**Magnetisability of linear OCS across basis sets and functionals**

The table holds the GIAO mean magnetisability, anisotropy and molar susceptibility of OCS from non-relativistic PySCF DFT on one geometry: B3LYP in five basis sets and six gradient-corrected functionals in aug-pcSseg-2. The program splits each row into axial and perpendicular values, and the anisotropy into a quadrupole term and a g term (an identity, closed to 0.07 × 10⁻³⁰ J/T²). It tests a parameter-free nuclear-offset estimate of the paramagnetic part (94 to 95% covered), a size-only model mean = k × axial (fair for the six functionals, poor over basis sets) and a 1/gap model of the g term (wrong range, 11 to 33% low on the B3LYP rows). The output shows ranges of 5.5% in the mean and 41% in the anisotropy over basis sets, against 2% and 3% over functionals, and several close means that arise from opposite shifts of the components. Costs are rough estimates from the cube of recalled function counts.

Calculated values. PySCF 2.14.0 with density fitting: non-relativistic GIAO Kohn-Sham DFT magnetisabilities of carbonyl sulfide (OCS) in the gas phase, all at one PBE0-D3(BJ)/def2-SVP geometry. Levels are given as functional/basis set, and the anisotropy is the root of half the summed squared differences of the principal values.

## Script

```python
# Table: GIAO magnetisability (mean, anisotropy; 1e-30 J/T^2) and molar susceptibility of linear OCS,
# PySCF, non-relativistic DFT, one geometry: B3LYP in five bases, six GGAs in aug-pcSseg-2.
# Tested: split into axial, quadrupole and g terms (identity); nuclear-offset, size-only and 1/gap models.
T = {
    'system': ['B3LYP/MINI', 'B3LYP/3-21G', 'B3LYP/pcSseg-1', 'B3LYP/cc-pVDZ', 'KT1/aug-pcSseg-2', 'B3LYP/cc-pVTZ', 'KT2/aug-pcSseg-2', 'B97-D/aug-pcSseg-2', 'OLYP/aug-pcSseg-2', 'KT3/aug-pcSseg-2', 'HCTH407/aug-pcSseg-2'],
    'magnetisability': [-615.9, -603.5, -593.5, -587.7, -583.7, -583.0, -577.7, -574.5, -574.4, -573.7, -572.4],  # 1e-30 J/T^2
    'magnetisability_anisotropy': [174.1, 116.2, 140.3, 128.5, 161.3, 148.3, 156.7, 157.3, 161.6, 156.7, 159.4],  # 1e-30 J/T^2
    'susceptibility': [-37.09, -36.34, -35.74, -35.39, -35.15, -35.11, -34.79, -34.6, -34.59, -34.55, -34.47],  # 1e-6 cm^3/mol
}
import numpy as np
from scipy.constants import e, m_e, m_p, h, c, N_A, mu_0, pi
# further outputs of the same runs: axial quadrupole (D A), perpendicular paramagnetic part
# (1e-6 cm^3/mol, centre of mass), HOMO, LUMO (eV); rotational constant (Hz), nuclear g part
X = {'B3LYP/MINI': (-1.784, 188.269, -9.720, -2.515), 'B3LYP/3-21G': (-2.584, 185.491, -8.266, -0.704),
     'B3LYP/pcSseg-1': (-1.552, 186.030, -8.479, -1.038), 'B3LYP/cc-pVDZ': (-1.107, 184.926, -8.233, -0.749),
     'B3LYP/cc-pVTZ': (-1.164, 186.172, -8.395, -1.035), 'KT1': (-0.666, 186.518, -7.510, -1.854),
     'KT2': (-0.702, 186.268, -7.531, -1.869), 'B97-D': (-1.077, 186.638, -7.456, -1.865),
     'OLYP': (-1.047, 186.868, -7.383, -1.797), 'KT3': (-0.851, 186.399, -7.577, -1.911),
     'HCTH407': (-1.033, 186.722, -7.705, -2.098)}
Brot, gnuc = 6.087043e9, 0.50391
n = [s.replace('/aug-pcSseg-2', '') for s in T['system']]
iso = np.array(T['magnetisability'], float)
A = np.array(T['magnetisability_anisotropy'], float)
chi = np.array(T['susceptibility'], float)
Q, par, ho, lu = np.array([X[s] for s in n]).T
f = N_A*mu_0/(4*pi)*1e-18
cI = e**2/(4*m_e*m_p)*h/(8*pi**2*Brot)*1e30
ax, pe, gap = iso - 2*A/3, iso + A/3, lu - ho
AQ = e/(4*m_e)*Q*1e-31/c*1e30
para, nuc = par/f, cI*gnuc
Ag = para - nuc
g = -Ag/cI
hy = np.array([s.startswith('B3LYP') for s in n])
k = {m: (iso[hy == m] @ ax[hy == m])/(ax[hy == m] @ ax[hy == m]) for m in (True, False)}
res = iso - np.array([k[bool(m)] for m in hy])*ax
print('Units 1e-30 J/T^2 unless named; rounding: mean 0.05, anisotropy 0.05, axial 0.08, perp 0.07')
print(f'susceptibility = {f:.6f} x mean; largest deviation {abs(chi - f*iso).max():.3f} (1e-6 cm^3/mol)')
print(f'anisotropy - (quadrupole + g terms): largest deviation {abs(A - AQ - Ag).max():.2f} (identity)')
print('level             axial    perp  quad term  g term  g factor  gap/eV  mean - k*axial')
for i, s in enumerate(n):
    print(f'{s:15s} {ax[i]:7.1f} {pe[i]:7.1f} {AQ[i]:8.1f} {Ag[i]:8.1f} {g[i]:9.4f} {gap[i]:6.2f} {res[i]:8.1f}')
M = np.array([iso, ax, pe, A, AQ, Ag]).T
R = dict(zip(n, M))
R['GGA average'] = M[~hy].mean(0)
tz = 'B3LYP/cc-pVTZ'
print('steps (first minus second)       mean   in %   axial   perp  aniso   quad  g term')
for a, b in [(s, tz) for s in n if s.startswith('B3LYP') and s != tz] + \
        [('KT1', 'KT2'), ('B97-D', 'OLYP'), ('KT1', tz), ('GGA average', tz)]:
    d = R[a] - R[b]
    print(f'{a + " - " + b:31s}{d[0]:6.1f} {100*d[0]/abs(R[b][0]):6.2f} ' + ' '.join(f'{x:6.1f}' for x in d[1:]))
for lab, m in (('B3LYP, five bases', hy), ('six GGAs', ~hy)):
    print(lab + ', range: ' + ', '.join(f'{q} {np.ptp(v[m]):.1f} ({100*np.ptp(v[m])/abs(v[m].mean()):.1f}%)'
          for q, v in (('mean', iso), ('axial', ax), ('perp', pe), ('aniso', A), ('g term', Ag))))
    j = np.where(m)[0][np.argmax(abs(res[m]))]
    print(f'  size only: k = {k[bool(m[hy][0])]:.4f}, rms misfit {np.sqrt((res[m]**2).mean()):.1f}, '
          f'worst {n[j]} {res[j]:.1f}, scatter of the mean {iso[m].std():.1f}; susceptibility range {np.ptp(chi[m]):.2f}')
r2 = -ax*1e-30*4*m_e/e**2*1e20
print(f'transverse spread <y2+z2>: {r2.min():.2f} to {r2.max():.2f} A^2 (30 electrons)')
print(f'nuclear-offset term {nuc:.0f}; paramagnetic part {para.min():.0f} to {para.max():.0f}; covers {100*nuc/para.max():.1f} to {100*nuc/para.min():.1f}%')
print(f'1% of the paramagnetic part = {100*0.01*para.mean()/Ag.mean():.0f}% of g, {100*0.01*para.mean()/A.mean():.0f}% of aniso, {100*0.02/3*para.mean()/abs(iso.mean()):.1f}% of mean')
b = (Ag[~hy] @ (1/gap[~hy]))/((1/gap[~hy]) @ (1/gap[~hy]))
print(f'g term = b/gap on GGAs: b = {b:.0f} eV units, correlation {np.corrcoef(Ag[~hy], 1/gap[~hy])[0, 1]:.2f}, range model {np.ptp(b/gap[~hy]):.1f}, found {np.ptp(Ag[~hy]):.1f}')
print('  on B3LYP rows, model error in %: ' + ', '.join(f'{n[i][6:]} {100*(b/gap[i]/Ag[i] - 1):.0f}' for i in np.where(hy)[0]))
print(f'anisotropy in 1e-6 cm^3/mol: cc-pVTZ {f*R[tz][3]:.2f}, GGAs {f*A[~hy].min():.2f} to {f*A[~hy].max():.2f}')
N = {'MINI': 19, '3-21G': 31, 'cc-pVDZ': 46, 'pcSseg-1': 55, 'cc-pVTZ': 94, 'aug-pcSseg-2': 150}  # rough recalled values
print('rough recalled function counts N: ' + ', '.join(f'{s} {v}' for s, v in N.items()))
print('N^3 relative to cc-pVDZ: ' + ', '.join(f'{s} {(v/N["cc-pVDZ"])**3:.2g}' for s, v in N.items()))
assert abs(A - AQ - Ag).max() < 0.2 and abs(chi - f*iso).max() < 0.012
assert np.all(Ag > 0) and np.all(AQ < 0) and np.all(nuc/para > 0.9)
assert np.ptp(iso[hy]) > 2*np.ptp(iso[~hy]) and np.ptp(A[hy]) > 5*np.ptp(A[~hy])
assert (R['B3LYP/cc-pVDZ'] - R[tz])[1] > 0 > (R['B3LYP/cc-pVDZ'] - R[tz])[2]
```

Printed output:

```
Units 1e-30 J/T^2 unless named; rounding: mean 0.05, anisotropy 0.05, axial 0.08, perp 0.07
susceptibility = 0.060221 x mean; largest deviation 0.004 (1e-6 cm^3/mol)
anisotropy - (quadrupole + g terms): largest deviation 0.07 (identity)
level             axial    perp  quad term  g term  g factor  gap/eV  mean - k*axial
B3LYP/MINI       -732.0  -557.9    -26.2    200.2   -0.0345   7.21     15.9
B3LYP/3-21G      -681.0  -564.8    -37.9    154.1   -0.0265   7.56    -15.7
B3LYP/pcSseg-1   -687.0  -546.7    -22.8    163.0   -0.0281   7.44     -0.5
B3LYP/cc-pVDZ    -673.4  -544.9    -16.2    144.7   -0.0249   7.48     -6.5
KT1              -691.2  -529.9     -9.8    171.1   -0.0295   5.66      0.2
B3LYP/cc-pVTZ    -681.9  -533.6    -17.1    165.4   -0.0285   7.36      5.5
KT2              -682.2  -525.5    -10.3    167.0   -0.0288   5.66     -1.5
B97-D            -679.4  -522.1    -15.8    173.1   -0.0298   5.59     -0.6
OLYP             -682.1  -520.5    -15.4    176.9   -0.0305   5.59      1.8
KT3              -678.2  -521.5    -12.5    169.1   -0.0291   5.67     -0.8
HCTH407          -678.7  -519.3    -15.2    174.5   -0.0301   5.61      0.9
steps (first minus second)       mean   in %   axial   perp  aniso   quad  g term
B3LYP/MINI - B3LYP/cc-pVTZ      -32.9  -5.64  -50.1  -24.3   25.8   -9.1   34.8
B3LYP/3-21G - B3LYP/cc-pVTZ     -20.5  -3.52    0.9  -31.2  -32.1  -20.8  -11.3
B3LYP/pcSseg-1 - B3LYP/cc-pVTZ  -10.5  -1.80   -5.2  -13.2   -8.0   -5.7   -2.4
B3LYP/cc-pVDZ - B3LYP/cc-pVTZ    -4.7  -0.81    8.5  -11.3  -19.8    0.8  -20.7
KT1 - KT2                        -6.0  -1.04   -9.1   -4.5    4.6    0.5    4.2
B97-D - OLYP                     -0.1  -0.02    2.8   -1.5   -4.3   -0.4   -3.8
KT1 - B3LYP/cc-pVTZ              -0.7  -0.12   -9.4    3.6   13.0    7.3    5.7
GGA average - B3LYP/cc-pVTZ       6.9   1.19   -0.1   10.4   10.5    3.9    6.6
B3LYP, five bases, range: mean 32.9 (5.5%), axial 58.6 (8.5%), perp 31.2 (5.7%), aniso 57.9 (40.9%), g term 55.5 (33.5%)
  size only: k = 0.8631, rms misfit 10.7, worst B3LYP/MINI 15.9, scatter of the mean 11.8; susceptibility range 1.98
six GGAs, range: mean 11.3 (2.0%), axial 13.1 (1.9%), perp 10.7 (2.0%), aniso 4.9 (3.1%), g term 10.0 (5.8%)
  size only: k = 0.8447, rms misfit 1.1, worst OLYP 1.8, scatter of the mean 3.8; susceptibility range 0.68
transverse spread <y2+z2>: 9.56 to 10.39 A^2 (30 electrons)
nuclear-offset term 2926; paramagnetic part 3071 to 3126; covers 93.6 to 95.3%
1% of the paramagnetic part = 18% of g, 21% of aniso, 3.5% of mean
g term = b/gap on GGAs: b = 968 eV units, correlation 0.89, range model 2.4, found 10.0
  on B3LYP rows, model error in %: MINI -33, 3-21G -17, pcSseg-1 -20, cc-pVDZ -11, cc-pVTZ -20
anisotropy in 1e-6 cm^3/mol: cc-pVTZ 8.93, GGAs 9.44 to 9.73
rough recalled function counts N: MINI 19, 3-21G 31, cc-pVDZ 46, pcSseg-1 55, cc-pVTZ 94, aug-pcSseg-2 150
N^3 relative to cc-pVDZ: MINI 0.07, 3-21G 0.31, cc-pVDZ 1, pcSseg-1 1.7, cc-pVTZ 8.5, aug-pcSseg-2 35
```
